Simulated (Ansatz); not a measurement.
# Isomers of C3H4BF

3 of its isomers, all singlets with charge 0: A = `C#CB(C)F`; B = `BCC#CF`; C = `FC1=CCB1`.

Shapes, held fixed at every level: PBE0-D4/def2-TZVP. Programs: Ansatz 0.2.0.

A:

```xyz
9

C     0.0734    2.3906    0.1600
C     0.1580    1.2461   -0.2097
B     0.2454   -0.2248   -0.6242
C    -0.1754   -1.3888    0.3187
F     0.6907   -0.4847   -1.8494
H     0.0023    3.4059    0.4767
H     0.0593   -2.3726   -0.0899
H    -1.2557   -1.3356    0.4980
H     0.2904   -1.2826    1.3027
```

B:

```xyz
9

B    -1.0208    0.7212   -0.8781
C    -0.5229   -0.4016    0.0846
C     0.8542   -0.3518    0.5424
C     1.9908   -0.2904    0.9052
F     3.2049   -0.2288    1.2962
H    -2.1570    0.6715   -1.2514
H    -0.3136    1.6105   -1.2447
H    -0.7316   -1.3619   -0.4121
H    -1.2155   -0.4150    0.9407
```

C:

```xyz
9

F     1.3330    0.6144    2.0129
C     0.5461    0.1793    1.0519
C     0.8404   -0.0799   -0.2474
C    -0.4834   -0.6040   -0.7381
B    -0.8316    0.3595    0.4822
H     1.7069    0.2164   -0.8364
H    -0.7811   -0.2991   -1.7415
H    -0.6164   -1.6730   -0.5952
H    -1.6253    1.2403    0.5945
```

Electronic energies in kJ/mol, without zero-point or thermal terms.

(1) Which isomer should be the most stable, and roughly by how much?

Answers

(1) A < C < B in rising energy, over a span of 376 kJ/mol, by CCSD(T)/CBS estimate. All levels agree on that. The B − A difference spans +350.0 to +376.1 kJ/mol over the levels. The CBS estimate extrapolates MP2 from def2-TZVPP and def2-QZVPP and adds CCSD(T) − MP2 in the triple-zeta set, cores frozen.

| level | kind | B − A | C − A |
| --- | --- | --- | --- |
| SPW92/def2-TZVPP | LDA | +350.0 | +163.0 |
| PBE-D4/def2-TZVPP | GGA | +354.4 | +187.0 |
| BHLYP-D4/def2-TZVPP | global hybrid | +370.0 | +227.1 |
| PBE0-D4/def2-TZVPP | global hybrid | +357.0 | +186.7 |
| wB97M-V/def2-TZVPP | range-separated hybrid | +367.6 | +210.1 |
| wB97X-V/def2-TZVPP | range-separated hybrid | +358.2 | +199.1 |
| CCSD(T)/def2-SVP | coupled cluster or CI | +368.9 | +219.0 |
| CCSD(T)/CBS estimate | coupled cluster or CI | +376.1 | +225.5 |

The strong preference for A comes mainly from where fluorine sits. On boron it forms a very strong, polar bond, reinforced by lone-pair donation into the empty boron p orbital. B gives this up for B–H bonds and places fluorine on an sp carbon, where the electronegative alkynyl carbon and lone-pair repulsion with the filled π system make it unfavourable.

C also lacks the B–F bond, yet lies well below B despite its small ring. Fluorine on an sp2 carbon is less unfavourable, and closing the ring exchanges a π bond for a σ bond. The ring is clearly folded, which suggests that the C=C π electrons donate across it to boron and offset part of the strain.

The ring's energy is also the more method-sensitive: C − A runs from +163.0 to +227.1 kJ/mol, probably because several functionals overbind this compact, delocalised structure. The order is therefore secure, but the energies don't show whether B or C would rearrange readily to A.
